A crystal of cubic lead dioxide is squeezed and stretched evenly from all sides, and its energy and pressure are computed at eight volumes. The energy counts from the minimum of the curve, so it is the price of the deformation. A negative pressure is a pull. The parts below ask how strongly the crystal resists, how that resistance changes along the scan, and why.

PbO2 in the cubic fluorite structure (Fm-3m), at scaled volumes of the relaxed cell. Ansatz 0.2.0, density functional PBEsol, scalar-relativistic plane-wave PAW with datasets made for PBE, no spin polarisation, cutoff 420 eV, k mesh 14×14×14, Gaussian smearing of 0.1 eV. Energies count from the minimum of a third-order Birch-Murnaghan fit; pressure is positive in compression.

```csv
volume per atom (Å³/atom),energy over minimum (meV/atom),pressure (GPa)
11.095,111.7,26.97
11.473,58.6,18.26
11.851,24.4,11.04
12.229,5.7,5.03
12.607,0.0,0.01
12.986,5.2,-4.16
13.364,19.3,-7.65
13.868,49.6,-11.44
```

**(a) Which costs more energy, squeezing the crystal by 6 % or stretching it by 6 %?**

The minimum lies close to 12.607 Å³ per atom, so the rows to compare are 11.851 and 13.364. Squeezing costs 24.4 meV per atom and stretching 19.3 meV, so squeezing is about a quarter dearer. The first and last rows would make an unfair pair, since one is squeezed by 12 % and the other stretched by only 10 %.

The limiting case of a small deformation helps here. Close to its minimum an energy curve like this one is nearly a parabola, and a parabola treats both directions alike. At 3 % the two costs, 5.7 and 5.2 meV, are indeed nearly equal. The imbalance grows with the deformation, so its cause must lie in how the resistance changes on the way.

**(b) How stiff is the crystal near its minimum, and how many digits of the answer deserve trust?**

The measure of stiffness is the bulk modulus $B=-V\,dP/dV$, where $V$ is the volume per atom and $P$ the pressure. It is the pressure needed per relative loss of volume. The two neighbours of the minimum give

$$B\approx 12.607\times\frac{5.03+4.16}{12.986-12.229}\approx 153\ \text{GPa}.$$

The energies offer a second route, because the parabola $E\approx B(V-V_0)^2/(2V_0)$, with $V_0$ the volume at the minimum, contains the same $B$. From the same two rows it gives 154 GPa. These energies are small and printed to 0.1 meV, which alone leaves an uncertainty of about 1.4 GPa. The two routes therefore agree, and the third figure is the last worth quoting. Even that figure holds only for these settings, since no row tests a higher cutoff or a finer k mesh. How close this comes to a measured stiffness is another matter, because the table holds no measurement.

**(c) Do the pressure and energy columns tell the same story over the whole scan?**

They should, because the energy stored in a slow compression is the work done by the pressure. Take the step from 11.851 to 11.473 Å³. The mean pressure is 14.65 GPa and the volume lost is 0.378 Å³ per atom. Their product, converted with 1 eV/Å³ = 160.2 GPa, is 34.6 meV, while the energy column rises by 34.2 meV.

Most of the small excess has a plain origin. The pressure curve bends upwards on squeezing, so the average of two end values lies slightly above the true average between them. In every step the work and the energy change agree within 0.4 meV per atom. The two columns can thus be used together, although their agreement shows only that the calculation is consistent with itself.

**(d) Suppose the bulk modulus kept its value of 153 GPa throughout. What pressure would the smallest volume need?**

With constant $B$, the definition in (b) integrates to $P=B\ln(V_0/V)$. For the smallest volume this gives

$$P=153\ \text{GPa}\times\ln\frac{12.607}{11.095}\approx 19.5\ \text{GPa}.$$

The computed pressure is 26.97 GPa, so the estimate falls short by more than a quarter. At the largest volume it errs the other way and predicts a stronger pull than the table has. The computed crystal is harder to squeeze and easier to stretch than a material of fixed stiffness.

The stiffness of each step can be read directly from the pressures of neighbouring rows. It falls at every step towards larger volume, from 260 GPa in the most squeezed step to 102 GPa in the most stretched one. Over the scan the bulk modulus gains on average about 5 GPa for each GPa of pressure. This is the main source of the imbalance in (a).

**(e) Why does the crystal stiffen when it is squeezed?**

Two opposing forces hold the atoms at their distance. Lead and oxygen attract each other, because they carry opposite charge and also share electrons, and this attraction changes fairly gently with distance. Against it stands the repulsion between filled electron shells. Where such shells overlap, the exclusion principle forces electrons into states of higher energy. Since the outer electron density fades roughly exponentially, the overlap and its cost change steeply with distance.

At the minimum the two forces cancel, but their rates of change do not. A slight squeeze raises the repulsion much more than the attraction, and the difference is felt as pressure. The bulk modulus measures this mismatch. With further squeezing the steep force takes over, and each step meets more resistance than the one before.

The limiting cases show how the curve must run. If the atoms were hard balls, the repulsion would be infinitely steep and the crystal could not be squeezed at all. If the repulsion were as gentle as the attraction, the two would cancel at every distance and the crystal would offer no resistance. In the limit of wide stretching only the attraction is left, and its pull weakens with distance, so the crystal must finally give way. A real solid passes from the first kind of behaviour towards the last as it expands.

The scan covers a modest part of this passage. Even at the largest volume the pull is still growing, so its peak lies outside the table, though a crystal may shear or distort before that peak is reached. The changes in distance are small too: a loss of 12 % in volume shortens the Pb–O distance by only 4 %, from 2.31 to 2.21 Å. That so small a change raises the stiffness so much is a sign of a steep force.

The stiffening itself is read from the numbers, while its assignment to overlapping shells is standard theory. The table does not tell which shells matter most. In this cubic structure all distances shrink by the same factor, so lead–oxygen and oxygen–oxygen contacts tighten together.

**(f) Can two such forces reproduce the curve in numbers?**

Let $r$ be the Pb–O distance and write the energy per atom as $-A/r+C/r^n$. The first term is the attraction between charges, and the second is a repulsion whose steepness is set by $n$. The forces must balance at the distance $r_0$ of the minimum, which fixes $C=Ar_0^{\,n-1}/n$. Since volume grows as $r^3$, the pressure $P=-dE/dV$ becomes

$$P=K\left(q^{\,n+3}-q^{4}\right),\qquad q=\frac{r_0}{r}=\left(\frac{V_0}{V}\right)^{1/3},\qquad K=\frac{A}{3V_0r_0}.$$

For small deformations this gives $B=K(n-1)/3$, which vanishes for $n=1$ and grows without bound for hard balls, as (e) demands. The bulk modulus at first rises by $(n+7)/3$ for each unit of pressure.

A least-squares fit to all eight pressures, with $V_0$ taken from the row of lowest energy, gives $K=63.9$ GPa and $n=8.15$. The energies took no part in this fit, so they can be used to try it. Integrating the pressure gives

$$E=3V_0K\left[\frac{q^n-1}{n}-(q-1)\right].$$

At the smallest volume $q=1.0435$ and $q^n=1.415$, so the bracket is about 0.0074. The factor in front is $3\times12.607\times63.9\approx2417$ GPa Å³. The product, 17.9 GPa Å³, equals 0.112 eV, or 112 meV per atom, against 111.7 meV in the table. The other energies come out equally well.

This success has a limited meaning. By (c) the energies follow from the pressures, so any formula that fits the pressures well should also give the energies. Nor is $n$ a measured property of the bond. If the attraction fell off as $1/r^m$, the initial rate of stiffening would be $(m+n+6)/3$, which fixes only the sum of the two exponents. The fit shows that a gentle and a steep force are enough to describe the curve, not that the bonding is purely ionic.

**(g) What would change with another density functional, or with another metal ion?**

For a curve like this one, an important difference between functionals is the volume they prefer. Suppose one favoured a volume 1 % larger. At 12.607 Å³ it would then report a pressure of about 1.5 GPa where the present table has almost none. At its own minimum the atoms would sit further apart, where the repulsion is less steep. If the other functional merely adds a constant pressure to the whole curve, the rate found in (d) makes the crystal softer by about 5 %.

PBE usually gives larger volumes than PBEsol, so it should shift the values in this direction. Heat and zero-point motion, both absent here, usually swell a crystal and soften it too. The table has only one functional, and the atomic datasets were made for PBE, so the actual shifts remain untested. Where the assumption of a constant added pressure holds, a small relative error in volume becomes a relative error in stiffness about five times as large.

For another metal ion of the same charge in the same structure, the formula for $K$ is the guide. Since $V_0$ grows as $r_0^3$, $K$ falls as $1/r_0^4$. A smaller ion with shorter bonds should therefore give a stiffer crystal, provided that $A$ and $n$ stay about the same. Equal formal charge does not ensure this, because metals differ in how far they share electrons with oxygen, so bond length alone cannot settle the order. This is an argument from the model, as only lead was computed.

**(h) The calculation finds no band gap in any row, and the energy reaches zero at 12.607 Å³. Is cubic PbO₂ therefore a metal, and is this its stable form?**

Neither follows. At the minimum the last band that the electrons could fill and the next one above it overlap by about 1.3 eV. Both are therefore partly filled, which makes the computed crystal a metal. But PBEsol is known to underestimate gaps and can close one that exists. A method that treats gaps better would have to decide.

The zero of energy marks the best volume of this one structure, not the best structure. Under ordinary conditions lead dioxide adopts other crystal forms, and the cubic ones belong to high pressure. The calculation also kept the cubic symmetry, so a distortion that lowers the energy would have gone unseen. The squeezed cells were computed with shape and relative positions held fixed. Cubic symmetry fixes both anyway, so the curve of this structure is not affected. The value of 153 GPa belongs to the cubic form and should not be taken for the bulk modulus of ordinary PbO₂. What carries over is the reason why resistance grows as the atoms are pressed together.
